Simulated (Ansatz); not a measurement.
## V$_{3}$O$_{5}$: do energies and stresses tell the same story?

All numbers below come from Ansatz, DFT PBEsol, scalar-relativistic, plane waves, PAW.

Settings: cutoff 420 eV, Γ-centred mesh 8×8×6 on the computed 16-atom cell, Gaussian smearing of 0.10 eV; collinear spin from starting moments 1.46 1.46 1.29 1.29 1.29 1.29 0 0 0 0 0 0 0 0 0 0 μB.

Relaxed cell: C2/c, a = 9.964 Å, b = 4.908 Å, c = 7.018 Å, α = 90.00°, β = 112.26°, γ = 90.00°, 16 atoms in the primitive cell. Whether it is the stable form of this composition wasn't checked.

Energies at zero smearing and pressures from the stress tensor, at volumes with shape and atoms relaxed:
```tsv
V (Å³/atom)	E − E(first) (meV/atom)	P (GPa)
9.331	0.00	11.92
9.629	-17.21	5.91
9.926	-22.65	0.00
10.224	-17.12	-6.01
10.522	-0.96	-11.28
```

**Question.** Check P = −dE/dV between neighbouring volumes, and get the bulk modulus from the pressures alone.

**Answer.** With 1 eV/Å³ = 160.2 GPa:
```tsv
middle V (Å³/atom)	−ΔE/ΔV (GPa)	mean P (GPa)
9.480	9.257	8.913
9.777	2.930	2.952
10.075	-2.974	-3.007
10.373	-8.697	-8.644
```

The two differ by 0.34 GPa at most. The mean of two end pressures misses the average over a step by about ΔV² P″/12, up to 0.12 GPa here; with that taken off 0.39 GPa remains, from the smearing term (the stress is the derivative of the free energy), the finite cutoff, the mesh or the relaxation's tolerance. The largest site moment goes from 1.08 to 1.40 μB along the series, which bends P(V). Around V = 9.926 Å³/atom, the two neighbours give B = −V ΔP/ΔV = 9.926 × 11.92 / 0.596 = 198.6 GPa, against B0 = 199.6 GPa from the Birch–Murnaghan fit of the energies, which describes these points poorly (B0' = 0.7).

Moments started parallel, and an antiferromagnetic order may lie lower.

Only this magnetic start was tried.

Cost: 6 runs of about 95 core-minutes in all, on Intel Xeon 6975P-C (Granite Rapids) (shared hosts).

Energies and stresses tell the same story: the bulk moduli of 198.6 and 199.6 GPa agree, and the unusual curvature isn't an artefact of the energy fit alone. The pressures show it too. The first compression step from equilibrium adds 5.91 GPa and the next only 6.01 GPa, whereas an ordinary oxide stiffens clearly as closed-shell repulsion grows.

The probable reason is magnetovolume coupling. Shorter V–O and V–V contacts broaden the vanadium 3d bands, so spin polarisation gains less exchange energy for its kinetic cost and the moments shrink. A weaker moment favours a smaller volume, which relieves part of the pressure and offsets the normal stiffening. Internal relaxation of the octahedral framework may contribute as well.

The agreement supports the elastic response of this magnetic solution, but B0' shouldn't be carried over to other pressures or spin states as a material constant. Nor does the curve describe the charge-ordered low-temperature phase of V$_{3}$O$_{5}$, where more localised d electrons could couple differently to volume.
